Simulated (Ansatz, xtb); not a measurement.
Relative energy of two isomers of BH5N2

Structure a: `BNN`, a singlet. Structure b: `[BH2-]1N[NH2+]1`, a singlet. Both are isolated molecules in the gas phase, relaxed with B3LYP-D3(BJ)/def2-SVP; the shapes shown needn't be the lowest conformers.

a (Å):

```xyz
8

B    -1.1746    1.9833    0.3135
N    -0.1703    1.2967    0.9801
N    -0.2561    0.6347    2.2338
H    -0.9108    2.4869   -0.7508
H    -2.2721    2.0559    0.8140
H     0.7652    1.2145    0.5929
H    -0.5674    1.3086    2.9346
H    -0.9882   -0.0746    2.1759
```

b (Å):

```yaml
atoms:
  - { symbol: B, position_ang: [-0.9178, 1.8726, 0.4664] }
  - { symbol: N, position_ang: [-0.6279, 0.4044, 0.7390] }
  - { symbol: N, position_ang: [-0.7724, 1.2536, 1.9347] }
  - { symbol: H, position_ang: [-2.0508, 2.1649, 0.1627] }
  - { symbol: H, position_ang: [-0.0062, 2.6275, 0.1968] }
  - { symbol: H, position_ang: [0.3676, 0.1830, 0.6717] }
  - { symbol: H, position_ang: [-1.5665, 0.9766, 2.5090] }
  - { symbol: H, position_ang: [0.0640, 1.4374, 2.4862] }
```

Quicker runs give these differences E(b) − E(a): GFN2-xTB +15.5 kcal/mol; HF/STO-3G +13.4 kcal/mol (at GFN2-xTB geometries); r2SCAN-D4/def2-SVP +15.5 kcal/mol (at GFN2-xTB geometries).

Estimate E(b) − E(a) at the level CCSD(T)/def2-TZVPP.

Calculated at CCSD(T)/def2-TZVPP: E(b) − E(a) = +14.5 kcal/mol, so structure a lies lower.

How the difference moves with the method:

```tsv
level	geometry	E(b) − E(a) (kcal/mol)	departure from the last row (kcal/mol)	job, with rough time for the two
GFN2-xTB	GFN2-xTB	+15.5	+1.0	optimisation, 0.084 s
HF/STO-3G	GFN2-xTB	+13.4	−1.1	single point, 0.63 s
r2SCAN-D4/def2-SVP	GFN2-xTB	+15.5	+1.0	single point, 2.7 s
B3LYP-D3(BJ)/def2-SVP	B3LYP-D3(BJ)/def2-SVP	+17.5	+3.0	optimisation, 42 s
HF/def2-TZVPP	B3LYP-D3(BJ)/def2-SVP	+19.9	+5.3	part of the CCSD(T) run
MP2/def2-TZVPP	B3LYP-D3(BJ)/def2-SVP	+13.7	−0.8	part of the CCSD(T) run
CCSD(T)/def2-TZVPP	B3LYP-D3(BJ)/def2-SVP	+14.5		single point, 76 s
```

As drawn, b has 1 B–N more. Structure a has no ring, b a 3-membered ring.

None of the levels shown reverses the order. The largest departure from CCSD(T)/def2-TZVPP is that of HF/def2-TZVPP, 5.3 kcal/mol.

With harmonic frequencies from B3LYP-D3(BJ)/def2-SVP (ideal gas, rigid rotor, one conformer each, 298.15 K, 1 atm): on the last row, ΔE + ΔZPE = +14.9 kcal/mol. A mode under 50 cm⁻¹ makes harmonic enthalpies and free energies unreliable, so none is given.

The correlated steps freeze 3 core orbitals. Run with Ansatz 0.2.0, xtb 6.7.1; the last row on 1 thread of Arm Neoverse V2 on a shared host.

The open hydrazinoborane (a) lies below its cyclic isomer (b) by 14.5 kcal/mol, even though the ring has an extra B–N bond. In a, the lone pair of the central nitrogen delocalises into the empty p orbital of boron, giving the B–N link partial double-bond character. Closing the ring fills that orbital with the terminal nitrogen's lone pair instead, so the π interaction is lost as boron becomes four-coordinate. The new dative σ bond evidently can't repay both this loss and the strain of a three-membered ring.

Electron correlation favors the ring: the gap falls from 19.9 kcal/mol with HF to 13.7 with MP2 in the same basis, and CCSD(T) restores only a little of it. This probably reflects the greater correlation energy of a compact structure with an additional electron-pair bond. The closeness of HF/STO-3G to the CCSD(T) value therefore suggests error cancellation rather than a sound description of the bonding. The energy difference alone doesn't show whether b would persist, since that depends on the barrier to ring opening.
